The direct gap of AlN is the small difference between two large energies, so even a modest change in either is a large share of the gap. At the centre of the Brillouin zone, the point Γ, where the electron wave repeats identically from cell to cell, about 20 eV separate the lowest valence level from the lowest conduction level. The valence bands span about 15 eV of that, and the gap is what is left. As a working rule, one percent less volume opens the direct gap by a little under 0.1 eV.

AlN in the wurtzite structure, computed with Ansatz 0.2.0 using PBE, PAW and plane waves, without spin polarisation or spin–orbit coupling. The cells are scaled uniformly from the r2SCAN geometry, with atoms relaxed in r2SCAN. The cutoff is 420 eV, the k mesh 12×12×6 and the Fermi–Dirac smearing 0.02 eV; the band gap is the least over the mesh, named k points and any path between them.

```
volume (Å³/atom)     c/a  shortest distance (Å)  band gap (eV)  least direct gap (eV)
           8.920  1.6025                  1.792          5.107                  5.635
           9.204  1.6025                  1.811          5.101                  5.338
           9.210  1.6025                  1.812          5.101                  5.333
           9.495  1.6025                  1.831          5.050                  5.050
           9.792  1.6025                  1.850          4.769                  4.769
           9.942  1.6025                  1.859          4.632                  4.632
          10.403  1.6025                  1.888          4.232                  4.232
          10.719  1.6025                  1.907          3.975                  3.975
          11.040  1.6026                  1.926          3.725                  3.725
          11.368  1.6025                  1.946          3.483                  3.483
          11.702  1.6025                  1.965          3.249                  3.249
          11.858  1.6025                  1.974          3.143                  3.143
```

The least direct gap follows this rule through the whole table: it grows at every step of compression. The band gap grows with it only down to a volume of 9.495 Å³/atom. In the three densest cells it stays at 5.10 to 5.11 eV, although the direct gap rises there by another 0.302 eV. Something other than the direct gap sets the band gap in these cells.

What changes is the place of the lowest conduction level. The highest valence level lies at Γ in every cell. The lowest conduction level also lies at Γ from 9.495 Å³/atom upwards, but in the three densest cells it lies at K, a corner of the zone. The band gap column therefore joins two branches, a steep one from Γ to Γ and a flat one from Γ to K, and always shows the lower of the two.

The steep branch comes from the bonds. The conduction state at Γ is mainly an antibonding mixture of Al and N s orbitals, as is usual in tetrahedral semiconductors of this kind. Shorter bonds mean more overlap, which drives the antibonding level up and its bonding partner, the deep N 2s-like level, down. The valence top consists mostly of N p orbitals and doesn't share the upward push, so the direct gap opens.

Two cells show how large this effect is as a share of the gap. From 9.210 to 11.368 Å³/atom, the separation between the lowest valence and lowest conduction levels at Γ shrinks by 15 %. The width of the valence bands shrinks by 8 %. The direct gap, the difference between the two, loses 35 %. The subtraction makes the percentage large, not the change itself: in eV the gap loses less than the separation does, because the valence bands narrow as well. Why the separation shrinks at all is a question for the orbital picture, which gives the direction but not the amount.

Symmetry suggests the reason for the flat branch. Wurtzite has open channels along the c axis, each ringed by three Al atoms and three N atoms in every double layer. The lowest conduction level at K is usually reported to be a single level, and a single level at K is unchanged by a third of a turn about such a channel, so it must have the same value on the three like atoms of a ring. Yet at K the wave is shifted by a third of a cycle from one of these atoms to the next. Both conditions hold only if the wave vanishes at the atoms. The level can then contain no Al s and no N s orbitals at all; it is expected to be built from in-plane p and d-like functions that reach into the channels. The s–s push that lifts the Γ level is absent from it.

Neither end of the gap from Γ to K therefore feels that push, and a small response to volume is expected. That the gap is as constant as it is, changing by only 0.006 eV over the three densest cells, is more than symmetry demands. The orbital make-up of the states was not analysed in these runs, so the argument rests on symmetry and standard bonding theory.

Other levels are consistent with this picture. Between the same two cells, 9.210 and 11.368 Å³/atom, the lowest conduction level at Γ comes down by 1.85 eV relative to the valence top. The second conduction level at Γ, which is expected to hold much s character too, comes down by almost as much. Two thirds of the way from Γ to M, the middle of a zone edge, the lowest level comes down by only 0.99 eV. There the next level lies just 0.22 eV above it in the denser cell, so the s-like band from Γ is probably mixed with a band of another kind, and the response lies between the two extremes.

The volume at which the branches cross can be estimated by hand. The gap from Γ to K is held at its value in the 9.210 cell, and the direct gap is taken as a straight line between that cell and the next larger one:

fall needed = 5.333 − 5.101 = 0.232 eV
fall over the step = 5.333 − 5.050 = 0.283 eV
crossing = 9.210 + (0.232 / 0.283) × (9.495 − 9.210) = 9.44 Å³/atom

The two cells used here bracket the crossing, but no cell between them tests the estimate more closely. The output below gives this interpolation together with the slopes and most of the level differences used in this note.

The estimate also explains the one step that fits neither branch. From 9.210 to 9.495 Å³/atom the band gap falls by only 0.051 eV, while the direct gap falls by 0.283 eV. Most of the step still belongs to the flat branch, and only its last part follows the steep one. A slope taken from the band gap across this step describes neither conduction level.

The crossing depends on the PBE functional more than the trend does. PBE makes the gap of AlN too small: 4.23 eV in the cell at 10.403 Å³/atom, against roughly 6 eV measured, a recalled figure. Near the crossing the direct gap changes by about 1 eV for each Å³/atom. If PBE misplaces the Γ level relative to the K level by 0.1 eV, the crossing therefore moves by about 0.1 Å³/atom.

Pressure needs separate care. The crossing corresponds to an average of about 29 GPa in this calculation, but the ratio of the cell edges was held fixed, so the stress along c differs from that in the plane. At such pressures the stable form of AlN is rocksalt, not wurtzite. The flat branch thus describes wurtzite held in its structure by the calculation, not what a press would deliver at equilibrium.

In practice, the two gaps should be treated as separate quantities. To see how the onset of strong optical absorption shifts, follow the direct gap, at 0.08 to 0.095 eV per percent of volume; the larger figure belongs to the compressed end, where the orbitals overlap more. The valence top at Γ is a single level lying 0.18 to 0.26 eV above a pair in the cells at 11.368 and 9.210 Å³/atom, so this onset is expected for light polarised along c, with the strong onset for in-plane polarisation higher by about that much. For the lowest energy that lifts an electron into the conduction band, use the smaller of the two gaps. In the densest cell they differ by 0.53 eV, and light can bridge the smaller one only if something else, usually a lattice vibration, supplies the change of wave vector, which makes absorption weak.

For a related compound, first ask where the lowest conduction level lies and whether it is an antibonding s state. If it is, compression should open that gap quickly; a valley in which symmetry forbids s character should move much less. Then ask how far above it the next conduction minimum lies, and how it moves with volume, because both decide how soon the rise is cut off.

Output of the analysis:

```
Direct gap less band gap and average pressure:
     row  direct less band gap in eV  pressure in GPa
    8.92                       0.528             48.1
   9.204                       0.237             37.3
    9.21                       0.232             37.1
   9.495                           0             27.6
   9.792                           0               19
   9.942                           0             15.1
  10.403                           0              4.6
  10.719                           0             -1.3
   11.04                           0             -6.6
  11.368                           0            -11.2
  11.702                           0            -15.2
  11.858                           0            -16.9
Rows with an indirect gap: 3
Fall of direct gap from first to last row in eV: 2.492
Change of direct gap from 8.920 to 9.210 in eV: -0.302
Change of band gap from 8.920 to 9.210 in eV: -0.006
Change of direct gap from 9.210 to 9.495 in eV: -0.283
Change of band gap from 9.210 to 9.495 in eV: -0.051
Direct gap slope per unit ln V from 8.920 to 9.204 in eV: -9.476
Direct gap slope per unit ln V from 9.942 to 10.719 in eV: -8.731
Direct gap slope per unit ln V from 11.368 to 11.858 in eV: -8.057
Estimated crossing volume in cubic angstrom per atom: 9.444
Average pressure at the crossing in GPa: 29.31
Valence width at Gamma in row 9.210 in eV: 15.97
Valence width at Gamma in row 11.368 in eV: 14.67
Lowest valence to lowest conduction level at Gamma in row 9.210 in eV: 21.3
Lowest valence to lowest conduction level at Gamma in row 11.368 in eV: 18.15
Change of that separation from 9.210 to 11.368 in percent: -14.77
Change of valence width from 9.210 to 11.368 in percent: -8.122
Change of direct gap from 9.210 to 11.368 in percent: -34.69
Change of direct gap from 9.210 to 11.368 in eV: -1.85
Change of conduction level two thirds towards M from 9.210 to 11.368 in eV: -0.993
```
